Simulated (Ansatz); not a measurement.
A series in volume scale on Re

All results are calculated (Ansatz 0.2.0). Plane-wave DFT, scalar-relativistic PAW made under PBE with cores redone for the functional, no dispersion; the given relaxed cell is scaled uniformly, energy at zero smearing counts from the unscaled cell, pressure at the given Fermi-Dirac smearing is positive in compression.

The cell before it is scaled or strained (space group P6_3/mmc, No. 194):
```
CELL_PARAMETERS angstrom
2.75270 0.00000 0.00000
-1.37630 2.38390 0.00000
0.00000 0.00000 8.86960
ATOMIC_POSITIONS crystal
Re 0.00000 0.00000 0.00000
Re 0.00000 0.00000 0.50000
Re 0.33333 0.66667 0.25000
Re 0.66667 0.33333 0.75000
```

Settings of every row: spin polarised no; functional PBEsol; wave cutoff 420 eV; smearing width 0.1 eV; k mesh 15x15x4.

Atom starting moment: 0 on all atoms.

Limits: all rows lie far from zero pressure; no spin-orbit coupling, which can matter with elements this heavy; the cell comes from a prototype or a list of computed structures and needn't be the stable phase.

| row | volume scale | V (Å³/atom) | energy change per atom (meV) | pressure (GPa) |
| --- | --- | --- | --- | --- |
| 1 | 0.88 | 12.805 | 320.77 | 66.07 |
| 2 | 0.92 | 13.387 | 131.66 | 39.21 |
| 3 | 0.96 | 13.969 | ? | ? |
| 4 | 1.04 | 15.133 | 26.7 | -13.98 |
| 5 | 1.08 | 15.715 | 99.33 | -25.27 |
| 6 | 1.12 | 16.297 | 208.77 | -34.29 |

Question: what energy change per atom and pressure should row 3 give?

Worked fit of energy change per atom. Take u = (V_r/V)^(2/3) − 1 with V_r = 15.133 Å³ an atom, which is twice the finite (Eulerian) strain; such expansions in the strain, on which the Birch-Murnaghan equation of state is built, carry the rest volume and the bulk modulus. The shown rows have u = 0.1178, 0.08516, 0, -0.02484, -0.0482. Least squares give energy change per atom = 26.081 − 1976.952 × u + 37959.93 × u² meV; a straight line predicts inner rows, each left out in turn, worse (root mean square 110 against 1.9 meV). The rows lie off it by 0.81, -1.36, 0.62, 0.72, -0.79 (root mean square 0.9 meV). The withheld row has u = 0.05481, so the fit gives 26.081 − 1976.952 × (0.05481) + 37959.93 × (0.05481)² = 31.76 meV.

The calculation gave 30.39 meV. The fit lies 1.37 meV (4.5 % of the value, 0.47 % of the column's range) above it; its largest miss of a shown row is 1.36 meV.

Worked fit of pressure. Take u = (V_r/V)^(2/3) − 1 with V_r = 15.133 Å³ an atom, which is twice the finite (Eulerian) strain; such expansions in the strain, on which the Birch-Murnaghan equation of state is built, carry the rest volume and the bulk modulus. The shown rows have u = 0.1178, 0.08516, 0, -0.02484, -0.0482. Least squares give pressure = −14.073 + 493.419 × u + 1578.7 × u² GPa; a straight line predicts inner rows, each left out in turn, worse (root mean square 4.5 against 0.26 GPa). The rows lie off it by 0.11, -0.19, 0.09, 0.09, -0.10 (root mean square 0.12 GPa). The pressure vanishes at u = 0.0263, or V = 14.55 Å³ an atom, and there the bulk modulus at fixed shape and fractions is B = −V dP/dV = (2/3)(1 + u) dP/du = 394 GPa. Letting shape and atoms relax would as a rule lower it, by much in layered, chain or molecular crystals. The withheld row has u = 0.05481, so the fit gives −14.073 + 493.419 × (0.05481) + 1578.7 × (0.05481)² = 17.71 GPa.

The calculation gave 17.55 GPa. The fit lies 0.16 GPa (0.16 % of the column's range) above it; its largest miss of a shown row is 0.19 GPa.
